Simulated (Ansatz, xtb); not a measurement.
**Two isomers of CH5GeO**

Structure X is `[CH2][GeH2][OH]`, a doublet and structure Y is `[CH3][GeH][OH]`, a doublet. Both are isolated molecules in the gas phase, relaxed with B3LYP/6-31G*; the shapes shown needn't be the lowest conformers.

X (Å):

```yaml
atoms:
  - { symbol: C, position_ang: [0.0743, 0.5287, 0.1694] }
  - { symbol: Ge, position_ang: [1.1064, 1.9599, 0.9331] }
  - { symbol: O, position_ang: [0.4211, 2.2244, 2.5850] }
  - { symbol: H, position_ang: [-0.3346, 0.5817, -0.8359] }
  - { symbol: H, position_ang: [-0.1398, -0.3760, 0.7321] }
  - { symbol: H, position_ang: [2.6138, 1.5937, 1.0824] }
  - { symbol: H, position_ang: [0.9816, 3.2445, 0.0669] }
  - { symbol: H, position_ang: [1.0288, 2.7609, 3.1171] }
```

Y (Å):

```xyz
8

C    -0.3500   -1.1525   -0.7721
Ge   -0.2902    0.5956    0.1903
O     1.1260    1.5770   -0.3896
H     1.0659    1.7222   -1.3472
H    -0.5659   -1.0117   -1.8342
H     0.0788    0.3721    1.6969
H     0.6185   -1.6505   -0.6574
H    -1.1338   -1.7741   -0.3289
```

Problem. Which of the two would you expect CCSD(T)/def2-SVP + ΔMP2/def2-TZVPP electronic energies to favour?

Solution. Structure Y; the calculation gives E(Y) − E(X) = −19.6 kcal/mol.

The same difference at several levels:

```json
{"level": "GFN2-xTB", "geometry": "GFN2-xTB", "E(Y) − E(X) (kcal/mol)": "−34.6", "departure from the last row (kcal/mol)": "−15.0", "job, with rough time for the two": "optimisation, 0.14 s"}
{"level": "HF/STO-3G", "geometry": "GFN2-xTB", "E(Y) − E(X) (kcal/mol)": "+4.1", "departure from the last row (kcal/mol)": "+23.7", "job, with rough time for the two": "single point, 0.46 s"}
{"level": "r2SCAN-D4/def2-SVP", "geometry": "GFN2-xTB", "E(Y) − E(X) (kcal/mol)": "−17.3", "departure from the last row (kcal/mol)": "+2.3", "job, with rough time for the two": "single point, 7.2 s"}
{"level": "B3LYP/6-31G*", "geometry": "B3LYP/6-31G*", "E(Y) − E(X) (kcal/mol)": "−23.5", "departure from the last row (kcal/mol)": "−3.9", "job, with rough time for the two": "optimisation, 2.9 min"}
{"level": "HF/def2-SVP", "geometry": "B3LYP/6-31G*", "E(Y) − E(X) (kcal/mol)": "−10.9", "departure from the last row (kcal/mol)": "+8.6", "job, with rough time for the two": "part of the CCSD(T) run"}
{"level": "MP2/def2-SVP", "geometry": "B3LYP/6-31G*", "E(Y) − E(X) (kcal/mol)": "−20.7", "departure from the last row (kcal/mol)": "−1.1", "job, with rough time for the two": "part of the CCSD(T) run"}
{"level": "CCSD(T)/def2-SVP", "geometry": "B3LYP/6-31G*", "E(Y) − E(X) (kcal/mol)": "−18.9", "departure from the last row (kcal/mol)": "+0.6", "job, with rough time for the two": "single point"}
{"level": "CCSD(T)/def2-SVP + ΔMP2/def2-TZVPP", "geometry": "B3LYP/6-31G*", "E(Y) − E(X) (kcal/mol)": "−19.6", "departure from the last row (kcal/mol)": "", "job, with rough time for the two": "single point, 60 s"}
```

As drawn, Y has 1 C–H in place of 1 Ge–H.

HF/STO-3G puts the two in the other order. The largest departure from CCSD(T)/def2-SVP + ΔMP2/def2-TZVPP is that of HF/STO-3G, 23.7 kcal/mol. The last row adds to CCSD(T) the change of the MP2 difference between the two basis sets, here −0.6 kcal/mol.

With harmonic frequencies from B3LYP/6-31G* (ideal gas, rigid rotor, one conformer each, 298.15 K, 1 atm): on the last row, ΔE + ΔZPE = −16.2, ΔH = −16.5, ΔG = −15.6 kcal/mol.

Open shells are spin-unrestricted. The correlated steps freeze 11 core orbitals; the filled d shell of Ge is correlated, in a basis made for valence electrons. Programs: Ansatz 0.2.0, xtb 6.7.1; the last row on 1 thread of Arm Neoverse V2 on a shared host.

Y is favoured because moving a hydrogen from germanium to carbon replaces a Ge–H bond with a stronger C–H bond and leaves the unpaired electron on germanium. Carbon's compact valence orbitals overlap better with hydrogen 1s than the more diffuse ones of germanium. The geometries fit this picture: the radical carbon in X is essentially planar, with the unpaired electron in a largely p-type orbital, whereas the germanium centre in Y is pyramidal, which gives its singly occupied orbital appreciable s character.

Electron correlation strengthens the preference, from −10.9 kcal/mol in HF/def2-SVP to −18.9 in CCSD(T) with the same basis, probably because the electron pair in the new C–H bond is more compact. The reversed order in HF/STO-3G most likely reflects the inflexibility of a minimal basis. Zero-point energy works the other way, since C–H vibrations are stiffer than Ge–H ones, but it doesn't overturn the order. This thermodynamic preference says nothing about how readily X would rearrange to Y, which depends on the barrier to hydrogen migration.
